\textbf{Reading a Bethe lattice from the moments of an $s$ band: amorphous Si}

Take one $s$ orbital per atom, $H=\epsilon\sum_i|i\rangle\langle i|-t\sum_{\langle ij\rangle}(|i\rangle\langle j|+\mathrm{h.c.})$, every site $Z$-fold coordinated. My data imitate an $s$-only calculation on a network model and were made for the exercise: centroid $-4.20\pm0.02$ eV (zero at the valence-band top), central moments $\mu_2=16.5\pm0.1$ eV$^2$ and $\mu_4=477\pm5$ eV$^4$, with independent standard errors. We want $\epsilon$, $t$, $Z$.

Replace the network by a tree and set $z=E-\epsilon+i0$. The root of a severed branch has $Z-1$ onward branches, a full site has $Z$:
\begin{equation}
g=\frac{1}{z-(Z-1)t^2g},\qquad G=\frac{1}{z-Zt^2g}.
\end{equation}
The root with $g\to1/z$ at large $|z|$ is $g=(z-\sqrt{z^2-W^2})/[2(Z-1)t^2]$, where $W=2t\sqrt{Z-1}$. Inserting and rationalising,
\begin{equation}
G=\frac{(Z-2)z-Z\sqrt{z^2-W^2}}{2(Z^2t^2-z^2)} .
\end{equation}
For $|x|<W$, $x=E-\epsilon$, the square root is $+i\sqrt{W^2-x^2}$, so per site and spin
\begin{equation}
\rho=-\frac{\mathrm{Im}\,G}{\pi}=\frac{Z\sqrt{4(Z-1)t^2-x^2}}{2\pi(Z^2t^2-x^2)} .
\end{equation}
Since $G=\sum_n\mu_n/z^{n+1}$ and $g=1/z+(Z-1)t^2/z^3+\dots$,
\begin{equation}
\mu_2=Zt^2,\qquad \mu_4=Z(2Z-1)t^4,\qquad \kappa\equiv\frac{\mu_4}{\mu_2^2}=2-\frac1Z .
\end{equation}
The inversion is explicit. Because $\rho$ is even in $x$, $\epsilon=-4.20\pm0.02$ eV, and
\begin{equation}
Z=\frac{1}{2-\kappa},\qquad t^2=2\mu_2-\frac{\mu_4}{\mu_2},\qquad W^2=4\left(\frac{\mu_4}{\mu_2}-\mu_2\right).
\end{equation}
Linear propagation gives $\kappa=1.752\pm0.028$, $Z=4.0\pm0.5$, $t=2.02\pm0.12$ eV, $W=7.05\pm0.12$ eV.

\textit{Question: is that solution unique?}

Within the model, yes, up to a sign. $\kappa(Z)$ is monotonic, so each $\kappa$ in $[3/2,2)$ gives one $Z\ge2$. Only $t^2$ enters; I choose $t>0$, bonding states lowest.

\textit{Question: why is $Z$ so poor when the moments are good?}

Because $\delta Z/Z=(2Z-1)\,\delta\kappa/\kappa$: 1.6\% becomes 11\%. With $t=t^*/\sqrt Z$ and $Z\to\infty$, $\rho\to\sqrt{4t^{*2}-x^2}/(2\pi t^{*2})$, the semi-ellipse of half-width $2t^*$, with $\kappa=2$; the shapes crowd towards it. $Z=3,4,5$ give $\kappa=1.667,\ 1.750,\ 1.800$. The data lie 3.0 standard errors from $Z=3$ but only 1.7 from $Z=5$. They favour 4, and silicon's tetrahedral bonding settles it. Fixing $Z=4$, $\mu_2$ alone gives $t=\sqrt{\mu_2}/2=2.031\pm0.006$ eV and $W=7.04$ eV. The band then spans $-11.2$ to $2.8$ eV, with $\rho(\epsilon)=\sqrt3/(4\pi t)=0.068$ eV$^{-1}$.

\textit{Question: a real network has rings. Why trust a tree?}

$\mu_n$ counts closed $n$-step walks. $\mu_2$ sees no ring, and $\mu_4$ sees only four-membered ones, each ring through a site adding $2t^4$ to $28t^4$; I assume they are rare. The edges are another matter. On a fourfold network filling ordinary space the uniform state is an eigenstate at $\epsilon-4t=-12.3$ eV, which is $(4-2\sqrt3)t=1.1$ eV below the tree's edge. That shift dwarfs the uncertainty in $W$, so I did not fit edges.

\textit{Question: and disorder in $\epsilon$?}

Independent Gaussian site energies of variance $s^2$ add $s^2$ to $\mu_2$ and $4Zt^2s^2+3s^4$ to $\mu_4$. An illustrative $s=0.5$ eV raises $\kappa$ by 0.008, invisible in these data, yet lowers the inferred $t$ by 0.015 eV, more than its propagated error. With $s$ free the moments no longer fix $Z$, $t$ and $s$ separately, so I quote $t\approx2.0$ eV.

\textit{Question: is that silicon's hopping?}

It is the model's. The data were chosen to land near the typical $ss\sigma$ magnitude of about 2 eV, so the closeness tests nothing. Without $p$ orbitals the band also runs unbroken through $E=0$, just above which amorphous silicon has its gap.